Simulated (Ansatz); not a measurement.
## TiN: the change of pressure with volume per atom

Periodic Kohn-Sham DFT of a crystal at fixed atoms; pressure and stress are positive in compression; the energy is the free energy less that of spherical unpolarised free atoms; site moments are those in the method's own spheres, positive along +z. The results are calculated, by Ansatz 0.2.0.

Cell of the first row (space group Fm-3m, No. 225):
```
TiN
1.0
      0.0000     2.0787     2.0787
      2.0787     0.0000     2.0787
      2.0787     2.0787     0.0000
Ti N
1 1
Direct
  0.00000 0.00000 0.00000
  0.50000 0.50000 0.50000
```

Settings of every row: method frozen-core PAW; functional PBEsol; relativity scalar; k mesh 17x17x17; filling fermi-dirac; smearing width 0.05 eV; wave cutoff 420 eV; paw set soft_2.

Atom start moment: 0 on all atoms.

Limits: PAW files made with PBE.

```csv
row,volume per atom (Å³),pressure (GPa)
1,8.982,10.768
2,9.173,3.812
3,9.364,-2.433
4,9.46,-5.311
5,9.555,?
6,9.651,-10.62
7,9.746,-13.068
8,9.937,-17.583
9,10.128,-21.634
```

Question: what pressure should row 5 give?

Worked fit of pressure. Take u = (V_r/V)^(2/3) − 1 with V_r = 9.5555 Å³ an atom, which is twice the finite (Eulerian) strain; such expansions in the strain, on which the Birch-Murnaghan equation of state is built, carry the rest volume and the bulk modulus. The shown rows have u = 0.04213, 0.02761, 0.01359, 0.00672, -0.00661, -0.01307, -0.02576, -0.03805. Least squares give pressure = −8.0445 + 398.178 × u + 1110.2 × u² + 875 × u³ GPa; a parabola predicts inner rows, each left out in turn, worse (root mean square 0.017 against 0.0094 GPa). The rows lie off it by 0.001, -0.002, -0.007, 0.007, 0.008, -0.007, -0.003, 0.002 (root mean square 0.0054 GPa). The pressure vanishes at u = 0.0192, or V = 9.287 Å³ an atom, and there the bulk modulus at fixed shape and fractions is B = −V dP/dV = (2/3)(1 + u) dP/du = 300 GPa. The withheld row has u = 3e-05, so the fit gives −8.0445 + 398.178 × (3e-05) + 1110.2 × (3e-05)² + 875 × (3e-05)³ = -8.033 GPa.

The calculation gave -8.037 GPa. The fit lies 0.004 GPa (0.012 % of the column's range) above it; its largest miss of a shown row is 0.008 GPa.
